\section{Spin expectation values in open-shell coupled cluster: a four-determinant model}

\subsection{Two definitions of $\langle S^2\rangle$}

Let $|0\rangle$ be a high-spin ROHF determinant with $M_S=S$, so that $\hat S^2|0\rangle=s|0\rangle$ with $s=S(S+1)$. Spin is measured in units of $\hbar$ and energies in hartree ($E_h$). The cluster operator $T=\sum_\mu t_\mu\tau_\mu$ contains spin-orbital excitations that conserve $M_S$, with $|\mu\rangle=\tau_\mu|0\rangle$; in CCSD the index $\mu$ runs over all singly and doubly excited determinants. With $\bar A=e^{-T}Ae^{T}$ and $|\Psi\rangle=e^T|0\rangle$, the energy and amplitude equations are
\begin{equation}
E=\langle0|\bar H|0\rangle,\qquad \langle\mu|\bar H|0\rangle=0 .
\label{eq:cc}
\end{equation}
The excitations $\tau_\mu$ do not commute with $\hat S^2$, so $|\Psi\rangle$ need not be a spin eigenfunction, and a measure of its contamination is wanted.

The first candidate imitates the energy formula. Since $\langle0|e^{-T}=\langle0|$, $\langle0|\hat S^2=s\langle0|$ and $\langle0|\Psi\rangle=1$,
\begin{equation}
\langle S^2\rangle_{\rm proj}=\langle0|\overline{S^2}|0\rangle=\langle0|\hat S^2e^{T}|0\rangle=s .
\label{eq:proj}
\end{equation}
No property of the amplitudes entered. The projective value is $S(S+1)$ for any $T$, converged or not, and it says nothing about $|\Psi\rangle$.

The second candidate treats $\hat S^2$ as any other first-order property. Take $H(x)=H+x\hat S^2$, keep the orbitals fixed, and form the Lagrangian
\begin{equation}
L(t,\lambda,x)=\langle0|(1+\Lambda)e^{-T}H(x)e^{T}|0\rangle,\qquad \Lambda=\sum_\mu\lambda_\mu\tau_\mu^\dagger .
\end{equation}
The conditions $\partial L/\partial\lambda_\mu=0$ are the amplitude equations, and on their solution $L=E(x)$. The multipliers are fixed by $\partial L/\partial t_\mu=0$. Only the explicit dependence on $x$ then survives in the total derivative, and at $x=0$
\begin{equation}
\langle S^2\rangle_{\rm resp}\equiv\frac{dE}{dx}=\langle0|(1+\Lambda)\overline{S^2}|0\rangle=s+\sum_\mu\lambda_\mu\sigma_\mu,\qquad \sigma_\mu=\langle\mu|\overline{S^2}|0\rangle .
\label{eq:resp}
\end{equation}
This is the definition that Stanton (1994) used to assess spin contamination in open-shell CC. For an ROHF reference the restriction to fixed orbitals costs nothing: every trial determinant of ROHF form has its energy shifted by the same $xs$, so the optimal determinant does not depend on $x$. For a UHF reference it does, and relaxed and unrelaxed derivatives differ.

Differentiating $E(x)=\langle0|H(x)e^{T(x)}|0\rangle$ directly relates the two definitions. The term $x\langle0|\hat S^2e^{T(x)}|0\rangle$ equals $xs$ for all $x$, hence
\begin{equation}
\langle S^2\rangle_{\rm resp}-\langle S^2\rangle_{\rm proj}=\sum_\mu\langle0|H\tau_\mu|\Psi\rangle\,\frac{dt_\mu}{dx} .
\label{eq:diff}
\end{equation}
The projective value is the derivative at frozen amplitudes, and all information on contamination lies in the amplitude response.

\subsection{The spin equations}

By Eq.~(\ref{eq:resp}) the response value equals $s$ if
\begin{equation}
\sigma_\mu=\langle\mu|e^{-T}\hat S^2e^{T}|0\rangle=0\quad\text{for all }\mu\text{ in the space of }\Lambda .
\label{eq:spin}
\end{equation}
The condition is sufficient; only the vanishing of the weighted sum is necessary. Its meaning is seen as follows. Because $\langle\mu|0\rangle=0$, one may replace $\hat S^2$ by $\hat S^2-s$ in $\sigma_\mu$. The bra $\langle\mu|e^{-T}$ is $\langle\mu|$ plus bras of lower excitation rank, all of which are singles or the reference, and $\langle0|(\hat S^2-s)=0$. The relation is triangular, so Eq.~(\ref{eq:spin}) is equivalent to $\langle\mu|(\hat S^2-s)|\Psi\rangle=0$ for all $\mu$: the spin eigenvalue equation holds in projection on the singles and doubles.

Equations (\ref{eq:cc}) already determine all amplitudes, so Eq.~(\ref{eq:spin}) cannot simply be added. Let $\{|\tilde\nu\rangle\}$ be the spin eigenfunctions with eigenvalue $s$ that lie wholly within the span of the $n_{\rm det}$ determinants $|\mu\rangle$, and let $n_{\rm csf}$ be their number. The projected eigenvalue equation is empty for them, since $\langle\tilde\nu|(\hat S^2-s)=0$, which leaves $n_{\rm det}-n_{\rm csf}$ spin equations. Spin-restricted CC (SR-CC; Szalay and Gauss, 1997) completes them with the $n_{\rm csf}$ equations $\langle\tilde\nu|\bar H|0\rangle=0$ and drops the other projections of $\bar H$. If $T$ solves this system for $H$, it solves it for $H+x\hat S^2$ too, because $\langle\tilde\nu|\overline{S^2}|0\rangle$ is a combination of vanishing $\sigma_\mu$. Thus $E_{\rm SR}(x)=E_{\rm SR}(0)+xs$ for every $x$. The projections of $(\hat S^2-s)|\Psi\rangle$ on triples and higher excitations are not constrained, and in general the SR-CC function is not a spin eigenfunction.

The source of contamination in ROHF-CCSD is that the singles and doubles are not closed under $\hat S^2$. For a doublet with open shell $p$, the configuration $ij\to ab$ with four distinct orbitals has five open shells and 10 determinants with $M_S=\frac12$. In 6 of them $p$ keeps its $\alpha$ spin, and these are doubles. In the other 4 it carries $\beta$ spin, which makes them spin-orbital triples. Only 2 doublets, the four-electron singlets times $p_\alpha$, lie inside the six doubles.

\subsection{The model}

A truncation at doubles is felt only if a triple exists. That takes three electrons. With three spatial orbitals each spin can be excited at most once, so CCSD equals full CI there. Four orbitals are the minimum, and for three electrons they give 24 determinants with $M_S=\frac12$; axial symmetry can remove most of them.

The $^2\Pi$ ground state of OH has the configuration $1\sigma^22\sigma^23\sigma^21\pi^3$. Use complex orbitals $\propto e^{im\varphi}$, freeze $1\sigma^22\sigma^21\pi_-^2$, and correlate three electrons in $\sigma=3\sigma$ ($m=0$), $\pi=1\pi_+$ ($m=1$), and the pair $a=\delta_+$, $b=\delta_-=a^*$ ($m=\pm2$) supplied by a $d$ shell on oxygen. The active electrons carry total $m=1$, and only the configurations $\sigma^2\pi$ and $ab\pi$ have this value. With $|s_as_bs_\pi\rangle=a^\dagger_{s_a}b^\dagger_{s_b}\pi^\dagger_{s_\pi}|{\rm core}\rangle$ the full CI space is
\begin{equation}
|0\rangle=\sigma^\dagger_\alpha\sigma^\dagger_\beta\pi^\dagger_\alpha|{\rm core}\rangle,\quad |D_1\rangle=|\alpha\beta\alpha\rangle,\quad |D_2\rangle=|\beta\alpha\alpha\rangle,\quad |X\rangle=|\alpha\alpha\beta\rangle .
\end{equation}
$D_1$ and $D_2$ are doubles. $X$ shares no active spin orbital with $|0\rangle$ and is a triple. All singles change $m$, and their amplitudes vanish.

Within the configuration $ab\pi$, Dirac's exchange identity gives $H=\varepsilon-\sum_{p<q}K_{pq}P_{pq}$ and $\hat S^2=\frac34+\sum_{p<q}P_{pq}$, where $P_{pq}$ interchanges the spins of orbitals $p$ and $q$, $K_{pq}$ is their exchange integral and $\varepsilon$ collects the spin-independent terms. Couple $ab$ to a singlet or to the $M=0$ triplet,
\begin{equation}
|1\rangle=(|D_1\rangle-|D_2\rangle)/\sqrt2,\qquad |3\rangle=(|D_1\rangle+|D_2\rangle)/\sqrt2 .
\end{equation}
The coupling to the reference is $\langle D_1|H|0\rangle=\langle ab|\sigma\sigma\rangle=K_{\sigma a}\equiv g$, because $b^*=a$, and $\langle D_2|H|0\rangle=-g$, because $a^\dagger_\beta b^\dagger_\alpha=-b^\dagger_\alpha a^\dagger_\beta$. Define
\begin{equation}
v=\sqrt2\,g,\quad w=\tfrac12(K_{a\pi}-K_{b\pi}),\quad \bar K=\tfrac12(K_{a\pi}+K_{b\pi}),\quad \kappa=K_{ab},
\end{equation}
measure energies from the ROHF energy, and set $\Delta=\langle1|H|1\rangle=\varepsilon-\bar K+\kappa$ and $B=\Delta-2\kappa$. In the basis $(0,1,3,X)$
\begin{equation}
H=\begin{pmatrix}0&v&0&0\\ v&\Delta&-w&\sqrt2w\\ 0&-w&B&-\sqrt2\bar K\\ 0&\sqrt2w&-\sqrt2\bar K&B+\bar K\end{pmatrix},\qquad
\hat S^2=\tfrac34+\begin{pmatrix}0&0&0&0\\0&0&0&0\\0&0&2&\sqrt2\\0&0&\sqrt2&1\end{pmatrix}.
\label{eq:mat}
\end{equation}
State $|1\rangle$ is a doublet. State $|3\rangle$ is not: in terms of the quartet $|Q\rangle=(\sqrt2|3\rangle+|X\rangle)/\sqrt3$ and the second doublet $|D\rangle=(|3\rangle-\sqrt2|X\rangle)/\sqrt3$ it is $\sqrt{2/3}\,|Q\rangle+\sqrt{1/3}\,|D\rangle$. Here $n_{\rm det}=2$ and $n_{\rm csf}=1$. The quartet decouples with energy $B-\bar K$, and $|D\rangle$ has energy $B+2\bar K$ and coupling $-\sqrt3w$ to $|1\rangle$.

\subsection{ROHF-CCSD in closed form}

Write $T|0\rangle=t_1|1\rangle+t_3|3\rangle$, where the subscripts denote the multiplicity of the $ab$ pair. Every term of $T$ removes the $\sigma$ pair, so $T^2=0$, $e^{\pm T}=1\pm T$, and $\langle\mu|\bar A|0\rangle=\langle\mu|A|\Psi\rangle-t_\mu\langle0|A|\Psi\rangle$. Equations (\ref{eq:cc}) become
\begin{equation}
E=vt_1,\qquad v+(\Delta-E)t_1-wt_3=0,\qquad -wt_1+(B-E)t_3=0 .
\label{eq:amp}
\end{equation}
Elimination gives $t_1=E/v$, $t_3=wt_1/(B-E)$ and
\begin{equation}
E=-\frac{v^2}{\Delta-E-w^2/(B-E)},
\label{eq:cf}
\end{equation}
which is the cubic
\begin{equation}
f(E,B)=E^3-(\Delta+B)E^2+(\Delta B-v^2-w^2)E+v^2B=0 .
\end{equation}
This is the secular equation of the upper $3\times3$ block $H_3$ of $H$: in a single copy of the model CCSD coincides with determinant CISD. The lowest root is
\begin{equation}
E_{\rm CC}=p+2q\cos\frac{\phi+2\pi}{3},\qquad \cos\phi=\frac{\det(H_3-p)}{2q^3},
\label{eq:trig}
\end{equation}
with $p=(\Delta+B)/3$, $6q^2=\Delta^2+B^2+2v^2+2w^2-3p^2$ and $0\le\phi\le\pi$. The full CI doublet energy follows from Eqs.~(\ref{eq:cf}) and (\ref{eq:trig}) by the replacements $w^2\to3w^2$, $B\to B+2\bar K$.

The Lagrangian at $x=0$ is
\begin{equation}
L=vt_1+\lambda_1(v+\Delta t_1-wt_3-vt_1^2)+\lambda_3(-wt_1+Bt_3-vt_1t_3),
\end{equation}
and its stationarity in $t_3$ and $t_1$ reads
\begin{equation}
-w\lambda_1+(B-E)\lambda_3=0,\qquad v+(\Delta-2E)\lambda_1-(w+vt_3)\lambda_3=0 .
\end{equation}
Try $\lambda_\mu=t_\mu/N$ with $N=1+t_1^2+t_3^2$. The first equation is then the last of Eqs.~(\ref{eq:amp}). In the second, $(\Delta-E)t_1-wt_3=-v$ and $Et_1=vt_1^2$ turn the left side into $v-v(1+t_1^2+t_3^2)/N=0$.

The spin matrix in Eq.~(\ref{eq:mat}) gives
\begin{equation}
\langle0|\overline{S^2}|0\rangle=\tfrac34,\qquad \sigma_1=0,\qquad \sigma_3=\tfrac{11}{4}t_3-\tfrac34t_3=2t_3,\qquad \langle X|\overline{S^2}|0\rangle=\sqrt2\,t_3 .
\end{equation}
The projective value is $\frac34$ whatever $t_3$ is, as Eq.~(\ref{eq:proj}) demands, while Eq.~(\ref{eq:resp}) yields
\begin{equation}
\langle S^2\rangle_{\rm resp}=\tfrac34+\delta,\qquad \delta=2\lambda_3t_3=\frac{2t_3^2}{1+t_1^2+t_3^2}.
\label{eq:delta}
\end{equation}

The derivative can be taken without multipliers. Adding $x\hat S^2$ shifts $E$ by $\frac34x$ and replaces $B$ by $B+2x$ in Eqs.~(\ref{eq:amp}), so $dE/dx=\frac34-2f_B/f_E$, with subscripts for partial derivatives. On the solution, Eq.~(\ref{eq:cf}) gives $E(\Delta-E)+v^2=Ew^2/(B-E)$, from which
\begin{equation}
f_B=\frac{Ew^2}{B-E},\qquad f_E=-\frac{v^2(B-E)}{E}\left[1+\frac{E^2}{v^2}+\frac{w^2E^2}{v^2(B-E)^2}\right].
\end{equation}
The bracket is $N$, and $-f_B/f_E=t_3^2/N$. This reproduces Eq.~(\ref{eq:delta}) and verifies the general formula (\ref{eq:resp}) in the model. Since $E(x)=\frac34x+vt_1(x)$, it also shows $\delta=v\,dt_1/dx$, which is Eq.~(\ref{eq:diff}).

Here $\delta$ has a plain meaning. The quartet weight of the normalised $|\Psi\rangle$ is $\frac23t_3^2/N$, and multiplying by $\frac{15}{4}-\frac34=3$ gives $\delta$: the response value is the ordinary expectation value. That identity, and with it $\delta\ge0$, rests on $T^2=0$. In general the bra $\langle0|(1+\Lambda)e^{-T}$ is not the adjoint of the ket, and Eq.~(\ref{eq:resp}) implies no bound. For a large gap,
\begin{equation}
\delta\simeq\frac{2v^2w^2}{\Delta^2B^2}.
\label{eq:lead}
\end{equation}
The contaminant does not couple to the reference. It is reached in two steps, through $v$ and then through the unequal exchange of $a$ and $b$ with the open shell, so $t_3$ is of second order and $\delta$ of fourth order in the couplings.

\subsection{SR-CCSD in closed form}

The spin equation for $|1\rangle$ is empty, and that for $|3\rangle$ is $t_3=0$. The one retained projection of $\bar H$ is that on $|1\rangle$, $v+\Delta t_1-vt_1^2=0$, whence
\begin{equation}
E_{\rm SR}=\tfrac12\left(\Delta-\sqrt{\Delta^2+4v^2}\right).
\end{equation}
With $x\hat S^2$ added the amplitude is unchanged and $E_{\rm SR}(x)=E_{\rm SR}+\frac34x$, so the projective and response values are both $\frac34$. The dropped projection does not vanish: $\langle3|\bar H|0\rangle=-wt_1$. The ordinary amplitude equations and the spin equation are compatible only for $wt_1=0$. In the SR Lagrangian $vt_1+\lambda_1\langle1|\bar H|0\rangle+\eta\sigma_3$, stationarity in $t_3$ gives the multiplier $\eta=w\lambda_1/2$, the first-order energy price of the constraint. Because $\langle X|\overline{S^2}|0\rangle\propto t_3$ vanishes along with $\sigma_3$, the SR function of the model is an exact doublet. This is stronger than the general statement and is again due to $T^2=0$; when products such as $T_1T_2$ populate the triples, the spin equations are nonlinear and this conclusion does not follow.

The three energies are lowest eigenvalues in nested spaces, $\{0,1\}\subset\{0,1,3\}\subset\{0,1,3,X\}$. As long as the lowest full CI state is the doublet, which is certain for $B-\bar K>0$, it follows that $E_{\rm FCI}\le E_{\rm CC}\le E_{\rm SR}$. In this model spin restriction increases the energy error, since removing the quartet part of $|3\rangle$ removes its doublet part too. Expanding the continued fractions for a large gap gives $E_{\rm SR}-E_{\rm CC}\simeq v^2w^2/(\Delta^2B)$ and $E_{\rm SR}-E_{\rm FCI}\simeq3v^2w^2/[\Delta^2(B+2\bar K)]$, with a ratio that tends to $\frac13$, the doublet weight in $|3\rangle$. The ordering is proved for this model only.

\subsection{Numbers}

Take all four orbitals as one-centre Slater functions on oxygen: $\sigma$ and $\pi$ as $2p_0$ and $2p_{+1}$, $a$ and $b$ as $3d_{\pm2}$. Use the Slater-rule exponent $\zeta=2.275\,a_0^{-1}$ for $2p$ and, as an illustrative choice, the same exponent for $3d$. The exchange integrals are Slater--Condon sums $\sum_k[c^k]^2G^k$ over squared Gaunt coefficients,
\begin{equation}
g=\tfrac{15}{245}G^3,\quad K_{a\pi}=\tfrac25G^1+\tfrac{3}{245}G^3,\quad K_{b\pi}=\tfrac{45}{245}G^3,\quad \kappa=\tfrac{70}{441}F^4 .
\end{equation}
With $u=2\zeta r$ the radial overlap densities are $u^5e^{-u}/\sqrt{4!\,6!}$ for $pd$ and $u^6e^{-u}/6!$ for $dd$, so that
\begin{equation}
G^k=\frac{4\zeta}{4!\,6!}\int_0^\infty\! du\,u^{5+k}e^{-u}\,\Gamma(5-k,u),\qquad F^4=\frac{4\zeta}{(6!)^2}\int_0^\infty\! du\,u^{10}e^{-u}\,\Gamma(2,u),
\end{equation}
where $\Gamma(n,u)$ is the upper incomplete gamma function. The results in atomic units are $G^1=\frac{11}{64}\zeta$, $G^3=\frac{77}{768}\zeta$ and $F^4=\frac{91}{1024}\zeta$, or 391.0, 228.1 and 202.2 m$E_h$. Then $g=13.96$, $K_{a\pi}=159.20$, $K_{b\pi}=41.89$, $\kappa=32.09$, $v=19.75$, $w=58.65$ and $\bar K=100.55$ m$E_h$. The difference $w$ is dominated by the dipole term $G^1$, which connects $\pi_+$ with $\delta_+$ but not with $\delta_-$.

The gap $\Delta$ is an input. A value of $5\,E_h$ is an approximate size for lifting a valence pair into a compact $d$ shell. The values 1 and $0.3\,E_h$ do not describe OH; they show how the quantities grow when the excited configuration comes down. All three exceed $2\kappa+\bar K=164.7$ m$E_h$, so the doublet is the lowest state. The table uses the unrounded integrals, and its digits are those of the exact solution of the model.

\begin{center}
\begin{tabular}{lccc}
\hline
$\Delta/E_h$ & 5 & 1 & 0.3\\
\hline
$E_{\rm FCI}/{\rm m}E_h$ & $-0.07804$ & $-0.39345$ & $-1.40371$\\
$(E_{\rm CC}-E_{\rm FCI})/\mu E_h$ & 0.0205 & 2.13 & 44.0\\
$(E_{\rm SR}-E_{\rm FCI})/\mu E_h$ & 0.0314 & 3.57 & 109\\
$t_1$ (CCSD) & $-0.00395$ & $-0.01981$ & $-0.06885$\\
$t_3$ (CCSD) & $-4.69\times10^{-5}$ & $-1.24\times10^{-3}$ & $-1.70\times10^{-2}$\\
$\delta$ (CCSD) & $4.41\times10^{-9}$ & $3.08\times10^{-6}$ & $5.77\times10^{-4}$\\
\hline
\end{tabular}
\end{center}

The projective value is $\frac34$ in every column and for both methods; $\delta$ is zero for SR-CCSD and for full CI. At $\Delta=0.3\,E_h$ the CCSD solution has $E_{\rm CC}=-1.35969$ m$E_h$, $t_3=-0.01703$, $N=1.00503$, $\lambda_1=-0.06850$ and $\lambda_3=-0.01694$. The spin residual is $\sigma_3=-0.03405$, the product $\lambda_3\sigma_3$ raises $\langle S^2\rangle_{\rm resp}$ to 0.750577, and the quartet weight is $1.92\times10^{-4}$. The residual is linear in $t_3$ and $\delta$ is quadratic, so a small $\delta$ can go with a much larger violation of Eq.~(\ref{eq:spin}). The SR solution has $E_{\rm SR}=-1.29453$ m$E_h$, $t_1=-0.06555$, and an unsatisfied projection $-wt_1=3.84$ m$E_h$. The ratio $(E_{\rm SR}-E_{\rm CC})/(E_{\rm SR}-E_{\rm FCI})$ is 0.35 at $\Delta=5\,E_h$, near its limit $\frac13$, and 0.60 at $0.3\,E_h$. At $\Delta=5\,E_h$ the estimate (\ref{eq:lead}) gives $4.41\times10^{-9}$, the tabulated value to the digits shown.

\subsection{Many copies, and the distance from OH}

The exponential form matters as soon as the model is replicated. Take $n$ non-interacting copies with parallel open-shell spins, $S=n/2$. Then $T=\sum_AT_A$ with $T^2\neq0$, each $T_A$ solves Eqs.~(\ref{eq:amp}), and $\Lambda=\sum_A\Lambda_A$, because terms that de-excite two copies would be quadruples. Write $\hat S^2=\sum_A\hat S_A^2+2\sum_{A<C}\hat{\mathbf S}_A\cdot\hat{\mathbf S}_C$. Each $\hat S_A^2$ contributes $\frac34+\delta$ to Eq.~(\ref{eq:resp}). Bra and ket have $M_A=\frac12$ on every copy, so the spin-flip parts of the cross terms drop out and each pair contributes $\frac12$. Therefore
\begin{equation}
\langle S^2\rangle_{\rm resp}=\tfrac34n+n\delta+\tfrac14n(n-1)=S(S+1)+n\delta .
\end{equation}
The response measure of contamination is additive over the copies, the projective value remains $S(S+1)$, and the spin equations again read $t_3=0$ on each copy.

The entry $\delta=4.41\times10^{-9}$ is the model's number for one excitation channel and is not the spin contamination of OH. Treating the bonding $3\sigma$ orbital as pure O $2p$ overstates $g$ somewhat, but the omitted channels are far larger than the one kept: excitations into $\sigma$ and $\pi$ virtual orbitals with larger couplings and smaller gaps, the five-open-shell configurations, and products of singles and doubles. As typical knowledge, the valence correlation energy of OH is about $0.2\,E_h$, and the response value of ROHF-CCSD for such a well-behaved radical near equilibrium exceeds $\frac34$ by roughly $10^{-4}$, within an order of magnitude; the model lies below these by some three orders of magnitude in the energy and four to five in $\delta$. What carries over to the molecule is the structure: Eq.~(\ref{eq:proj}) holds for any amplitudes, the response value departs from $S(S+1)$ by $\sum_\mu\lambda_\mu\sigma_\mu$, the residuals $\sigma_\mu$ arise where a spin-orbital triple is missing from a configuration whose doubles are kept, and SR-CC sets them to zero by giving up the projections of $\bar H$ outside the spin-adapted functions.